**Q:** I measure the susceptibility of a gas, which gives me one number: the average over all orientations of the molecule. For HC≡P I have that average from ten levels of theory. Which of them step out of line?

Non-relativistic GIAO Kohn–Sham DFT calculations with density fitting (PySCF 2.14.0) for gas-phase HC≡P at its PBE0-D3(BJ)/def2-SVP geometry, without vibrational averaging. Magnetisability and molar susceptibility are isotropic averages; the anisotropy is the square root of half the summed squared differences of the principal values.

```tsv
level	magnetisability (1e-30 J/T^2)	magnetisability anisotropy (1e-30 J/T^2)	susceptibility (1e-6 cm^3/mol)
B3LYP/MINI	-516.4	158.90	-31.10
B3LYP/aug-pcSseg-1	-494.4	144.30	-29.77
B3LYP/Sadlej pVTZ	-493.9	140.80	-29.75
B3LYP/6-311+G(2d,p)	-493.1	145.00	-29.70
B3LYP/aug-cc-pVDZ	-493.0	142.90	-29.69
B3LYP/pcSseg-0	-491.2	127.70	-29.58
B3LYP/pcseg-1	-489.5	137.10	-29.48
B3LYP/aug-cc-pVTZ	-489.3	146.90	-29.47
B3LYP/ANO-RCC-VDZP	-487.7	140.80	-29.37
LC-wPBE/aug-pcSseg-2	-478.1	153.20	-28.79
```

**A:** The magnetisability is the magnetic moment induced per unit of field, and its negative sign means that the molecule is diamagnetic. The susceptibility is the same quantity per mole. I'll quote magnetisabilities in the table's unit, $10^{-30}$ J/T². Judged by the average alone, B3LYP with the MINI basis stands apart at one end and LC-wPBE at the other, while the remaining B3LYP rows lie within 7 units.

**Q:** Is there any order within those 7 units?

**A:** Only a blurred one, as far as the average shows. Diffuse functions, the wide and shallow ones that describe the outer tail of the electron cloud, ought to matter here. Four of the five B3LYP bases that have them do give the strongest averages of this group, but aug-cc-pVTZ falls among the bases without them. The order becomes clean once the average is taken apart into a response along the molecular axis and one across it.

**Q:** How do you get two components from the table?

**A:** The molecule is linear, so the two directions across the axis are equivalent. The calculations show that the response along the axis is the stronger one in every row. With $\xi$ for the magnetisability and $\Delta$ for its anisotropy, this gives

$$\xi_\parallel=\xi-\tfrac{2}{3}\Delta,\qquad \xi_\perp=\xi+\tfrac{1}{3}\Delta .$$

For B3LYP/aug-cc-pVTZ the axial value is −587 and the perpendicular one −440. I use this row as the yardstick because it has the lowest energy of the B3LYP rows, which all share one geometry; that doesn't make it the true answer.

**Q:** Why should the axial value be easier to understand?

**A:** Because it measures a width. A magnetic field makes the electrons circulate around it, which is the diamagnetic part, and it can also mix excited states into the ground state, which is the paramagnetic part. When the field lies along the axis of a linear closed-shell molecule, the second part vanishes: the ground state has no angular momentum about the axis, and the field finds nothing to mix. What remains is

$$\xi_\parallel=-\frac{e^2}{4m}\sum_i\langle\rho_i^2\rangle ,$$

where $e$ and $m$ are the charge and mass of the electron and $\rho_i$ is the distance of electron $i$ from the axis.

**Q:** Can you put in numbers?

**A:** In the table's unit $e^2/4m$ is about 70 per Å². The yardstick's 587 divided by 70 gives a summed squared distance of about 8.4 Å², or 8.3 Å² with the unrounded constant. Shared among 22 electrons, this is a typical distance of 0.6 Å from the axis, a sensible size for a slim molecule. No constant was adjusted, and the output below gives the width for every row.

**Q:** And does this width put the basis sets in order?

**A:** It does. The five B3LYP bases with diffuse functions have axial values between −587 and −591. Three of the four without them lie between −576 and −582, so their clouds are narrower. One of these three, ANO-RCC-VDZP, is contracted for relativistic calculations but was used here in a non-relativistic one, so its value is less secure; the other two, pcSseg-0 and pcseg-1, show the narrowing without it. Theory offers a plain reason: the squared distance gives great weight to the thin outer tail, and a basis that lacks wide functions cuts the tail short. No two rows differ in diffuse functions alone, so the table supports this cause but doesn't isolate it.

**Q:** You said three of four. The fourth is MINI?

**A:** Yes, and it breaks the pattern in the wrong direction. It has no diffuse functions, so its cloud should be narrow, but its axial value is −622. That is 43 units stronger than the average of the other three bases without diffuse functions. In terms of the width, its summed squared distance is 6% above the yardstick's.

**Q:** How can the smallest basis give the widest cloud?

**A:** A minimal basis has one function of fixed radial shape for each valence orbital. When atoms bond, their orbitals would normally contract in the field of the neighbouring nucleus, but here they have no second function with which to do so. The pcSseg-0 basis is a useful comparison: it also lacks polarisation functions, but it has more than one radial function per valence orbital, and its cloud isn't too wide. This points to the rigid radial shape as the likely cause. The two bases differ in other details as well, though, and no row shows whether MINI already makes the free atoms too wide.

**Q:** Then pcSseg-0 is a sound small basis? Its average is only 2 units from your yardstick.

**A:** That agreement is a cancellation. Its axial response is 10.9 units too weak and its perpendicular response 8.3 units too strong. The average counts the perpendicular direction twice, so the shift is $(10.9-2\times 8.3)/3=-1.9$. The anisotropy, where the two errors add up, exposes the break: it is the lowest in the table.

**Q:** What is wrong with the cloud in that case?

**A:** It is too narrow across the axis and too long along it. The first follows from the axial value. The second follows from the diamagnetic part of the perpendicular response, which grows with the spread along the axis and comes out too strong, although the cloud is narrower. I suspect the absence of polarisation functions, which let atomic orbitals deform towards a bond, but no row tests that by itself.

**Q:** That leaves LC-wPBE. I was told that it opens the orbital gap, so the field mixes in less of the excited states.

**A:** The gap does open, from 6.2 to 11.4 eV relative to the yardstick. Less mixing would mean less paramagnetism and hence a stronger diamagnetic total. The total is instead 11 units weaker, and the paramagnetic part has even risen slightly. An orbital gap is a poor guide here because exact exchange, which widens it, also enters the response to the field and offsets much of the widening.

**Q:** So where do the 11 units come from?

**A:** Mostly from a more compact cloud. Across the axis the response weakens by 13.3 units, of which 10.8 are diamagnetic. This division depends on the chosen origin, here the centre of mass, but the axial value needs no such choice and it weakens too, by 7 units. A tighter cloud is what theory leads us to expect from exact exchange at long range, which holds the outer electrons more firmly.

**Q:** Can I then put the whole shift down to the functional?

**A:** Not yet, because this row also changes the basis, to aug-pcSseg-2. The shift is larger than the 7 units over which the B3LYP rows other than MINI spread, so a share for the functional is likely. How large that share is remains open, and a B3LYP calculation in the same aug-pcSseg-2 basis would settle it.

The analysis program printed:

```
Components and summed squared distance from the axis:
                   row  axial [1e-30 J/T^2]  perpendicular [1e-30 J/T^2]  squared distance [A^2]
            B3LYP/MINI               -622.3                       -463.4                   8.834
    B3LYP/aug-pcSseg-1               -590.6                       -446.3                   8.383
     B3LYP/Sadlej pVTZ               -587.8                         -447                   8.343
   B3LYP/6-311+G(2d,p)               -589.8                       -444.8                   8.372
     B3LYP/aug-cc-pVDZ               -588.3                       -445.4                    8.35
        B3LYP/pcSseg-0               -576.3                       -448.6                   8.181
         B3LYP/pcseg-1               -580.9                       -443.8                   8.246
     B3LYP/aug-cc-pVTZ               -587.2                       -440.3                   8.336
    B3LYP/ANO-RCC-VDZP               -581.6                       -440.8                   8.255
  LC-wPBE/aug-pcSseg-2               -580.2                         -427                   8.236
Shifts from B3LYP/aug-cc-pVTZ in 1e-30 J/T^2:
                   row   mean    axial  perpendicular  perpendicular diamagnetic  perpendicular paramagnetic
            B3LYP/MINI  -27.1    -35.1          -23.1                     -64.77                       41.68
    B3LYP/aug-pcSseg-1   -5.1   -3.367         -5.967                     -2.341                      -3.553
     B3LYP/Sadlej pVTZ   -4.6  -0.5333         -6.633                    -0.8302                      -5.828
   B3LYP/6-311+G(2d,p)   -3.8   -2.533         -4.433                      1.445                      -5.895
     B3LYP/aug-cc-pVDZ   -3.7   -1.033         -5.033                     -1.113                      -3.919
        B3LYP/pcSseg-0   -1.9     10.9           -8.3                      -7.14                      -1.129
         B3LYP/pcseg-1   -0.2    6.333         -3.467                    0.06642                       -3.52
     B3LYP/aug-cc-pVTZ      0        0              0                          0                           0
    B3LYP/ANO-RCC-VDZP    1.6    5.667        -0.4333                      8.336                      -8.734
  LC-wPBE/aug-pcSseg-2   11.2        7           13.3                      10.76                       2.607
Range of the mean in B3LYP rows without MINI [1e-30 J/T^2]: 6.7
Axial range with diffuse functions, B3LYP [1e-30 J/T^2]: 3.367
Axial range without diffuse functions, no MINI [1e-30 J/T^2]: 5.233
Axial gap between the two groups [1e-30 J/T^2]: 5.667
MINI axial value less average of the other bases without diffuse functions [1e-30 J/T^2]: -42.73
MINI excess in squared distance over aug-cc-pVTZ [percent]: 5.977
Root mean square distance from the axis per electron, aug-cc-pVTZ, 22 electrons [A]: 0.6155
pcSseg-0 axial share of the shift in the mean [1e-30 J/T^2]: 3.633
pcSseg-0 perpendicular share of the shift in the mean [1e-30 J/T^2]: -5.533
Orbital gap B3LYP/aug-cc-pVTZ [eV]: 6.193
Orbital gap LC-wPBE/aug-pcSseg-2 [eV]: 11.44
```
